Student: I can follow Hooge's relation for a resistor: S_I/I² = α_H/(f N), with N the number of carriers. My junctionless wire is not a resistor. The conducting core narrows towards the drain. Which N do I use?

Lecturer: None of the obvious ones, so we derive it. Conventions first. The wire is n-type, q > 0, x runs from source (0) to drain (L), and I_D > 0 flows from drain to source. V(x) is the electron quasi-Fermi potential, with V(0) = 0 and V(L) = V_DS at the ends of the gated part. n(x) is the number of electrons per unit length, and g = qμn is the conductance times unit length. Spectra are one-sided, in A²/Hz or V²/Hz. The premises are five.

P1, gradual channel: n at x is fixed by the transverse electrostatics and depends only on V_G − V(x). A gate-all-around wire has no body contact, so no other voltage enters.
P2, low-field transport: I_D = g dV/dx, with μ independent of the longitudinal field.
P3, quasi-static response: the current is the same at every x at each instant.
P4, noise source: the local mobility is μ[1 + ε(x,t)], with ε small, of zero mean, and uncorrelated between slices. The diffusion coefficient fluctuates with μ.
P5, Hooge's empirical relation of 1969 holds for a uniform piece, with a constant α_H.

Student: P2 looks like drift only.

Lecturer: It would be if V were the electrostatic potential. With the quasi-Fermi potential it contains drift and diffusion together. That is also why P4 ties D to μ. The noise source is then proportional to dV/dx and vanishes in equilibrium, as a resistance fluctuation must, even where a built-in field and a density gradient balance each other.

Step 1 is the strength of the source. Uncorrelated slices mean S_ε(x,x′) = K(x) δ(x − x′). A uniform piece of length ℓ has resistance ∫dx/[g(1 + ε)], so at fixed voltage δI/I = (1/ℓ)∫ε dx and S_I/I² = K/ℓ. P5 sets this equal to α_H/(f n ℓ). The length cancels, and

S_ε(x,x′) = α_H δ(x − x′) / [f n(x)].   (1)

Student: The slice also has a cross-section. Why should the total n appear?

Lecturer: Split the slice into parallel filaments with N_i electrons and mobility μ_i, each obeying P5 independently. Then δg/g = Σ N_i μ_i ε_i / Σ N_i μ_i, whose spectrum is (α_H/f) Σ N_i μ_i² / (Σ N_i μ_i)² = (α_H/fN) ⟨μ²⟩/⟨μ⟩². In bulk conduction the electrons sit in a neutral core of uniform doping, μ is the same for all filaments, the last factor is one, and (1) stands. In an inversion layer the factor would be folded into an effective α_H.

Step 2 is the transfer to the terminals, by the method usually named after Klaassen and Prins. Write I = g(V_G − V)(1 + ε) dV/dx and perturb. The mobility does not enter the electrostatics, so g changes only through δV, and

δI = (∂g/∂V) δV dV/dx + g d(δV)/dx + ε g dV/dx = d(g δV)/dx + I_D ε(x).

By P3 the left side does not depend on x. Integrate from 0 to L. The terminals are held at fixed voltage, δV(0) = δV(L) = 0, so the total derivative drops out:

δI = (I_D/L) ∫₀ᴸ ε dx.   (2)

Student: That is suspiciously simple. I would have said that each slice makes a noise voltage I δR, the voltages add in series, and I divide by the output resistance r_ds.

Lecturer: Try it. Integrating P2 gives I_D L = ∫g dV, so 1/r_ds = g_D/L with g_D the value at the drain. Your rule weights every slice voltage with g_D/L. The slice voltage has size I_D ε dx/g(x), and (2) says its true weight is g(x)/L. Your rule is short by g_D/g(x) and predicts that the noise dies at pinch-off. The flaw is that a source inserted at x moves the potentials on both sides relative to the gate, so the two remaining pieces respond as transistors, not as fixed resistors. If you distrust the linearisation, separate variables: I dx/(1 + ε) = g dV, so I = ∫g dV / ∫dx/(1 + ε) exactly. The numerator does not know about ε, and expanding the denominator returns (2).

Step 3 combines (1) and (2):

S_Id = (I_D²/L²) ∫∫ S_ε dx dx′ = (α_H I_D² / f L²) ∫₀ᴸ dx/n(x).   (3)

Now use P2 to change variable: dx/n = qμ dV/I_D. The density cancels, and for constant μ

S_Id = α_H q μ I_D V_DS / (f L²).   (4)

If μ varies along the channel through the local potential only, (3) stands and μV_DS in (4) becomes ∫μ dV. From here on I take μ constant, as it is in a core of uniform doping.

Student: So the charge-control law never entered.

Lecturer: Never. Equation (4) is the same for an inversion channel and for your depleted wire. It also says that every millivolt of quasi-Fermi drop contributes the same noise, wherever it falls. Remember that when we reach the drain end. And it answers your first question. Writing S_Id/I_D² = α_H/(f N_eff), (3) and (4) give

N_eff = L² / ∫dx/n = (L/V_DS) ∫n dV.   (5)

That is L times the harmonic mean of n over position, which never exceeds the true number N = ∫n dx = L ∫n² dV / ∫n dV.

Step 4 refers the noise to the gate, S_Vg = S_Id/g_m². From I_D = (qμ/L)∫₀^V_DS n(V_G − V) dV and ∂n/∂V_G = −∂n/∂V,

g_m = (qμ/L)(n_S − n_D),   (6)

with n_S and n_D the densities at the two ends. Insert I_D into (4), divide by g_m², and q²μ² cancels:

S_Vg = α_H V_DS ∫n dV / [f L (n_S − n_D)²].   (7)

For V_DS → 0, ∫n dV → n_S V_DS and n_S − n_D → C′V_DS/q, where C′ = q ∂n/∂V_G is the differential gate-to-channel capacitance per unit length at the source. So

S_Vg(ohmic) = α_H q² n_S / (f L C′²).   (8)

Equations (6) to (8) rest on constant μ. For μ = μ(V_G − V), I_D = (1/L)∫g dV gives g_m = (g_S − g_D)/L, μ no longer cancels in (7), and since ∂g/∂V_G = μC′(1 + d ln μ/d ln n), (8) acquires the factor (1 + d ln μ/d ln n)⁻².

Student: My textbook has q α_H V_GT/(W L C_ox f), and half of that in saturation.

Lecturer: That is (7) for a linear charge law, qn = C′(V_GT − V) with constant C′ = W C_ox and V_GT = V_G − V_T, which describes strong inversion. Then q∫n dV = C′V_DS(V_GT − V_DS/2) and q(n_S − n_D) = C′V_DS, so

S_Vg = q α_H (V_GT − V_DS/2) / (W L C_ox f).   (9)

It starts at qα_H V_GT/(W L C_ox f) and falls to half at V_DS = V_GT. In that saturated state N_eff = n_S L/2 while N = 2n_S L/3, so the noise is 4/3 of what the true N would give.

Student: Then I put W C_ox equal to the coaxial oxide capacitance and I am finished.

Lecturer: No. That replacement suits an inversion or accumulation layer at the surface. In bulk conduction the gate acts on the core through a depleted shell whose thickness changes with bias. Step 5 is that electrostatics. Take radius R, oxide thickness t_ox, fully ionised donors N_D, and the depletion approximation: a neutral core of radius a with electron density N_D, and no electrons for a < r < R. Define n₀ = πR²N_D and u = a²/R² = n/n₀.

Gauss's law on a cylinder of radius r in the shell gives the outward field E(r) = qN_D(r² − a²)/(2ε_Si r). Integrate from a to R:

ψ(a) − ψ(R) = (qN_D/ε_Si)[(R² − a²)/4 − (a²/2) ln(R/a)] = V_Si (1 − u + u ln u),

with V_Si = qN_D R²/(4ε_Si) = qn₀/(4πε_Si). The shell charge qn₀(1 − u) per unit length drops a further V_ox(1 − u) across the oxide, with V_ox = qn₀/C′_ox and C′_ox = 2πε_ox/ln(1 + t_ox/R). The neutral core follows V(x) up to a constant that we absorb in the flat-band voltage V_FB. Hence

V_G − V_FB − V = −V_ox(1 − u) − V_Si(1 − u + u ln u).

The core closes, u = 0, at V_T = V_FB − V_ox − V_Si, which defines the threshold. Subtracting,

V_GT − V = F(u) = u [V_ox + V_Si(1 − ln u)].   (10)

Bulk conduction is 0 < u < 1, that is 0 < V_GT − V < V_ox + V_Si. The slope is

A(u) = dF/du = V_ox − V_Si ln u,   so that F = u(A + V_Si) and C′ = qn₀/A.   (11)

Student: Let me test (11). 1/C′ = 1/C′_ox − ln u/(4πε_Si), and −ln u = 2 ln(R/a), so the second term is ln(R/a)/(2πε_Si). It is a coaxial capacitor between core and surface, in series with the oxide.

Lecturer: Exactly what it should be. Step 6 does the integrals. Since dV = −A du, ∫n dV = n₀∫u A du from u_D to u_S. With ∫u ln u du = (u²/2) ln u − u²/4,

G(u) = ∫₀ᵘ u′A du′ = (u²/2)(A + V_Si/2).   (12)

Then I_D = (qμn₀/L)(G_S − G_D), g_m = (qμn₀/L)(u_S − u_D), V_DS = F_S − F_D, and (7) becomes

S_Vg = [α_H/(f L n₀)] (F_S − F_D)(G_S − G_D)/(u_S − u_D)².   (13)

The position follows from P2 as x/L = [G_S − G(u)]/(G_S − G_D). Let u_D → u_S, and write u and A for the source values from here on. The two differences become A Δu and uA Δu, so

S_Vg(ohmic) = α_H u A²/(f L n₀) = [q α_H V_GT/(f L C′)] · A/(A + V_Si).   (14)

The second form uses u = V_GT/(A + V_Si) and n₀ = C′A/q. Let u_D → 0 instead, which is V_DS = V_DSsat = V_GT:

S_Vg(sat) = [α_H u/(2 f L n₀)] (A + V_Si)(A + V_Si/2).   (15)

The ratio, with s = V_Si/A, is

S_Vg(sat)/S_Vg(ohmic) = ½ (1 + s)(1 + s/2).   (16)

For V_Si → 0, A = V_ox, the law (10) is linear and (13) returns (9) with W C_ox → C′_ox. For any real wire the ratio exceeds one half, and it passes one when s² + 3s − 2 = 0, at s = (√17 − 3)/2 = 0.56.

Student: Why should saturation be relatively noisier here?

Lecturer: Because n(V_G) is convex. C′ shrinks as the core narrows, so the gate needs more voltage to remove the last electrons than a straight line with the source slope would predict: V_DSsat = uA(1 + s) in place of uA. That is the first factor, and it enters (4) directly. The area under n(V) grows too, G = (u²A/2)(1 + s/2), which is the second factor. The saturated g_m depends on n_S alone and gains nothing.

The same convexity bends the gate-voltage dependence. From (11), dA/du = −V_Si/u, so d(uA²)/du = A(A − 2V_Si). If V_ox < 2V_Si, the ohmic S_Vg has a maximum at A = 2V_Si, at u* = exp(V_ox/V_Si − 2) and V_GT = 3V_Si u*. It is not proportional to V_GT. Also, (13) is symmetric under exchange of source and drain, so to first order it equals (14) evaluated at the mid potential V_DS/2. There u is smaller by V_DS/(2A), which gives

S_Vg ≈ [α_H/(f L n₀)] [uA² − (A − 2V_Si)V_DS/2].   (17)

For N we need ∫₀ᵘ u′²A du′ = (u³/3)(A + V_Si/3). In saturation

N_eff = (n_S L/2)(A + V_Si/2)/(A + V_Si),   N = (2n_S L/3)(A + V_Si/3)/(A + V_Si/2).   (18)

Student: Numbers, please.

Lecturer: Take R = 10 nm, t_ox = 2 nm of SiO₂, L = 1 µm, N_D = 1×10¹⁹ cm⁻³ and T = 300 K. As typical inputs use relative permittivities 11.7 and 3.9 and μ = 100 cm²/Vs at this doping. For α_H assume 1×10⁻⁵; every flicker figure scales linearly with it. I carry unrounded values, print three figures for intermediates so that you can follow the arithmetic, and two for the noise.

The wire holds n₀L = 3142 donors. C′_ox = 1.19 fF/µm, V_ox = 0.423 V, V_Si = 0.387 V, so bulk conduction spans 0.810 V of gate voltage. The conductance scale is qμn₀/L = 5.03 µS. At V_GT = 0.50 V, solving (10) gives u_S = 0.446, a core radius of 6.7 nm and a depleted shell of 3.3 nm. Then A = 0.736 V, C′ = 0.684 fF/µm, s = 0.526 and G_S = 0.0922 V.

The ohmic limit (14) gives f·S_Vg = 7.7×10⁻¹⁰ V², or 28 µV/√Hz at 1 Hz. Equation (9) with C′_ox gives 6.7×10⁻¹⁰ V². For finite drain bias:

V_DS = 0.05 V: u_D = 0.380, I_D = 0.104 µA, g_m = 0.329 µS, f·S_Id = 8.3×10⁻²³ A², f·S_Vg = 7.7×10⁻¹⁰ V²; linear law (9): 6.4×10⁻¹⁰ V².
V_DS = 0.25 V: u_D = 0.166, I_D = 0.373 µA, g_m = 1.41 µS, f·S_Id = 1.5×10⁻²¹ A², f·S_Vg = 7.6×10⁻¹⁰ V²; linear law (9): 5.0×10⁻¹⁰ V².
V_DS = 0.50 V: u_D = 0, I_D = 0.464 µA, g_m = 2.24 µS, f·S_Id = 3.7×10⁻²¹ A², f·S_Vg = 7.4×10⁻¹⁰ V²; linear law (9): 3.4×10⁻¹⁰ V².

The ratio (16) is 0.96, and the saturated value is 2.2 times what the linear law gives. S_Vg is nearly flat in V_DS because A = 0.736 V lies close to 2V_Si = 0.773 V, which almost cancels the slope in (17); the maximum in gate voltage is at u* = 0.404, V_GT = 0.47 V. In saturation f·S_Id/I_D² = 1.7×10⁻⁸. The source density times L is 1400 electrons, N = 868 and N_eff = 579, a ratio of 1.50 in place of 4/3.

Student: In the ohmic region 7.7 against 6.7 is not bad. The simple formula works there.

Lecturer: By cancellation. From (14), the quotient is (A/V_ox)·A/(A + V_Si) = 1.74 × 0.655 = 1.14. The smaller capacitance raises the noise, and the smaller charge for a given V_GT lowers it. Towards threshold the first factor grows like −ln u while the second tends to one, so the quotient moves with bias. An α_H extracted with (9) would seem to depend on V_G and V_DS when it does not.

Student: Now I push back properly. At 10¹⁹ cm⁻³ the Debye length is not small against 10 nm. Your sharp core edge is a fiction.

Lecturer: It needs a size, so here it is, with Boltzmann statistics, which at this doping are themselves only approximate. With φ_t = kT/q = 25.9 mV, L_D = √(ε_Si φ_t/qN_D) = 1.29 nm. At the source the core radius is 5.2 L_D and the shell 2.6 L_D. For a planar edge, Poisson's equation ψ″ = −(qN_D/ε_Si)(1 − exp(ψ/φ_t)) has a first integral. With y = −ψ_s/φ_t and w the depleted charge per area divided by qN_D, it reads w²/(2L_D²) = y − 1 + e^(−y). For large y the band bending at a given charge is the depletion value plus φ_t. So in mid-range F(u) is shifted down by the constant φ_t, which leaves A, and (14) as a function of u, untouched. The remainder multiplies the silicon part of A by 1/(1 − e^(−y)). Here y = 4.3 and e^(−y) is 1.4 %. Curvature changes the shift by a term of order φ_t L_D/a, whose u-derivative has size φ_t L_D/(2au) = 5.6 mV, or 0.8 % of A, times a coefficient of order one that I have not computed. The ohmic value at given u_S is therefore good to a few per cent.

The two ends of the range are worse. At flat band the linearised equation gives a capacitance ε_Si/L_D per area where the depletion model has an infinite one. That adds about qn₀L_D/(2πRε_Si) = 2V_Si L_D/R = 0.10 V to A, 24 % of V_ox, so (14) fails as u → 1. At the other end the core never closes. In a fully depleted section the potential is parabolic, ψ₀ − qN_D r²/(4ε_Si) with ψ₀ = V_GT − V, and the electron density N_D exp(ψ₀/φ_t) exp(−r²/4L_D²) integrates to u = (4L_D²/R²) exp(ψ₀/φ_t) = (φ_t/V_Si) exp(ψ₀/φ_t). The prefactor is 0.067. The electrons' own charge lowers ψ₀, so this is an upper bound. Keep u_S = 0.446 and V_DS = 0.50 V. Because of the shift at the source, the drain sits at ψ₀ ≈ −φ_t, and u_D is at most 0.025, or 5.5 % of u_S. By (6) that lowers g_m and raises S_Vg by up to 12 %. The tail also adds a current of relative order φ_t × 0.067/G_S, about 2 %. Both move the ratio (16) upward, away from one half.

Student: That raises a worse problem. If the core never closes, P2 holds for any V_DS, and (4) grows without limit beyond saturation. Why stop at V_DSsat?

Lecturer: You are right that P1 to P5, taken literally, give a noise larger by V_DS/V_DSsat than the saturated value. The algebra does not stop it; the premises fail. Every millivolt counts equally, so ask where the last millivolts fall. From x/L = 1 − G(u)/G_S, the last 10 nm of the saturated channel, one wire radius, begin at u = 0.031, where F = 0.066 V. So 1 % of the length carries 13 % of the noise, holds 0.6 electrons on average in this model, and is too short for P1, since the longitudinal and transverse scales are equal there. P2 fails as well. With a typical saturation velocity of 1×10⁷ cm/s the density cannot fall below u = I_D/(qn₀v_sat) = 0.009. The model reaches that value 1.1 nm from the drain, with 0.024 V, or 5 % of V_DSsat, still to drop. Where the velocity is saturated it no longer responds in proportion to the low-field mobility, and the source term I_D ε of Step 2 is not the right one. All voltage in excess of V_DSsat falls across this region. The usual practice is to freeze V_DS at V_DSsat and shorten L by the pinched-off length. That is a modelling assumption, not a result of this derivation. So the saturated 7.4×10⁻¹⁰ V² is uncertain by 10 to 15 %, and 0.96 should be read as about one. The factor of two against the linear law is much larger than that.

Student: And P3?

Lecturer: The saturated transit time is qN/I_D = 0.30 ns, and 1/(2πτ) = 0.53 GHz. Flicker noise is buried long before that. Put a thermal source of spectrum 4kT g δ(x − x′) in place of I_D ε in Step 2 and you get S_Id = 4kT qμN/L² = 2.3×10⁻²⁶ A²/Hz. The flicker term equals it at 0.16 MHz.

Student: A junctionless wire has ungated extensions with the same doping. They are resistors with Hooge noise of their own.

Lecturer: Two effects. Series resistances R_S and R_D divide both δI and g_m by the same factor 1 + g_m R_S + g_ds(R_S + R_D), so the channel part of S_Vg is unchanged if internal voltages are used, while S_Id is reduced. Their own noise is easy in the ohmic limit, where your series rule is correct. A uniform piece has S_R = R²α_H/(fN) ∝ length/n³. For a total ungated length of 50 nm at full cross-section, the resistance is (L_a/L)u = 2.2 % of the channel's and the noise (L_a/L)u³ = 0.4 %. Contact noise lies outside the model.

Student: Is α_H really one constant for the whole wire?

Lecturer: That is P5, and it is empirical. One argument, due to Hooge and Vandamme, says what it may depend on. If 1/μ = 1/μ_latt + 1/μ_imp and only lattice scattering fluctuates, then δμ/μ = (μ/μ_latt) δμ_latt/μ_latt and α_H = α_latt (μ/μ_latt)². On that view α_H is strongly reduced at high doping, and it is uniform along a core of uniform doping. It would change when the core shrinks to a few L_D and screening changes, and above flat band, where a surface accumulation layer with its own mobility conducts in parallel.

Student: Last objection. Everyone says oxide traps make the 1/f noise of MOSFETs.

Lecturer: They are the rival, and they need a number. In the McWhorter picture a trap with occupancy f_T and time constant τ gives 4f_T(1 − f_T)τ/(1 + ω²τ²). Take N_t traps per volume and energy, and τ ∝ exp(z/λ) with depth z. Then ∫f_T(1 − f_T)dE = kT and ∫4τ/(1 + ω²τ²) λ dτ/τ = 2πλ/ω = λ/f, so the trapped number has f·S_N = kT λ N_t 2πRL. Each trapped electron near the interface shifts V_FB, averaged over the channel, by q/(C′_ox L) = 0.135 mV. With typical values λ = 0.1 nm and N_t = 1×10¹⁷ cm⁻³eV⁻¹, f·S_N = 0.016 and f·S_Vg = 2.9×10⁻¹⁰ V² in the ohmic region, 38 % of the Hooge figure. The two would be equal at α_H = 3.8×10⁻⁶. The surface is depleted by only about 4 φ_t at this bias, so one cannot assume that the traps are cut off from the electrons. One more caution: a single half-filled trap has a peak f·S_N of 1/(4π) = 0.080, more than the 0.016. So that figure is an average over many wires, and an individual wire shows either a Lorentzian or little trap noise.

Student: How would I tell the two apart?

Lecturer: By the ohmic bias dependence. Pure trapping with constant N_t gives a constant S_Vg, so S_Id/I_D² follows (g_m/I_D)² = 1/(uA)². Mobility fluctuation gives S_Id/I_D² = α_H/(f L n₀ u). Do not make the test around V_GT = 0.47 V in this wire, because uA² is stationary there and the Hooge S_Vg is flat too. Sweep towards threshold.

Student: Let me state the range, then.

Lecturer: Go on.

Student: Equation (3) and the form N_eff = L²/∫dx/n hold for any charge law under P1 to P5: a long channel, L ≫ R, fields well below velocity saturation, frequencies far below the inverse transit time, terminals at fixed voltage, V_DS up to about V_DSsat, and internal voltages. Equation (4) as written, the second form of (5), equations (6) to (8) and all noise results built on them still allow any charge law but need constant μ as well. Equation (9), with its factor one half, needs in addition a linear charge law, as in strong inversion. Equations (10) to (18) are for bulk conduction of a uniformly doped gate-all-around wire wide enough for classical electrostatics, with both the core radius and the depleted shell at the source a few L_D or more, so neither at flat band nor within a few φ_t of threshold. There the ohmic S_Vg is α_H uA²/(f L n₀), good to a few per cent at given u. The saturated one is larger than half of it by (1 + s)(1 + s/2), and good to 10 to 15 % in this example because of the drain end. All of it is proportional to an empirical α_H, and it describes the total flicker noise only if trapping is smaller, which for the typical trap density we took is not safely the case.